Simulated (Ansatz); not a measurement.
# LaZn: the change of pressure with volume scale

Periodic Kohn-Sham DFT of a crystal at fixed atoms, scaled to volume_scale times the given cell; pressure positive in compression, energy less spherical unpolarised free atoms, largest_vzz the field gradient of largest size among the nuclei. The results are calculated, by Ansatz 0.2.0.

The cell before it is scaled or strained (space group Pm-3m, No. 221):
```
LaZn
1.0
      3.7500     0.0000     0.0000
      0.0000     3.7500     0.0000
      0.0000     0.0000     3.7500
La Zn
1 1
Direct
  0.50000 0.50000 0.50000
  0.00000 0.00000 0.00000
```

Settings of every row: method frozen-core PAW; functional LDA; relativity scalar; k mesh 9x9x9; filling fermi-dirac; smearing width 0.05 eV; wave cutoff 420 eV; paw set soft_2.

Atom start moment: 0 on all atoms.

Limits: PAW files made with PBE; no spin-orbit coupling on heavy atoms.

| row | volume scale | V (Å³/atom) | pressure (GPa) |
| --- | --- | --- | --- |
| 1 | 0.94 | 24.785 | -1.164 |
| 2 | 0.96 | 25.312 | -2.226 |
| 3 | 0.98 | 25.84 | ? |
| 4 | 0.99 | 26.104 | -3.622 |
| 5 | 1 | 26.367 | -4.04 |
| 6 | 1.01 | 26.631 | -4.435 |
| 7 | 1.02 | 26.895 | -4.81 |
| 8 | 1.04 | 27.422 | -5.501 |
| 9 | 1.06 | 27.949 | -6.12 |

Question: what pressure should row 3 give?

Worked fit of pressure. Take u = (V_r/V)^(2/3) − 1 with V_r = 26.499 Å³ an atom, which is twice the finite (Eulerian) strain; such expansions in the strain, on which the Birch-Murnaghan equation of state is built, carry the rest volume and the bulk modulus. The shown rows have u = 0.04559, 0.03102, 0.01006, 0.00333, -0.00331, -0.00984, -0.02257, -0.03489. Least squares give pressure = −4.2396 + 59.626 × u + 167.55 × u² + 94 × u³ GPa; a parabola predicts inner rows, each left out in turn, worse (root mean square 0.0016 against 0.00064 GPa). The rows lie off it by 0.000, 0.000, 0.001, -0.001, 0.000, 0.000, 0.000, 0.000. The withheld row has u = 0.01693, so the fit gives −4.2396 + 59.626 × (0.01693) + 167.55 × (0.01693)² + 94 × (0.01693)³ = -3.182 GPa.

The calculation gave -3.181 GPa. The fit lies 0.001 GPa (0.02 % of the column's range) below it, one unit of the last digit.
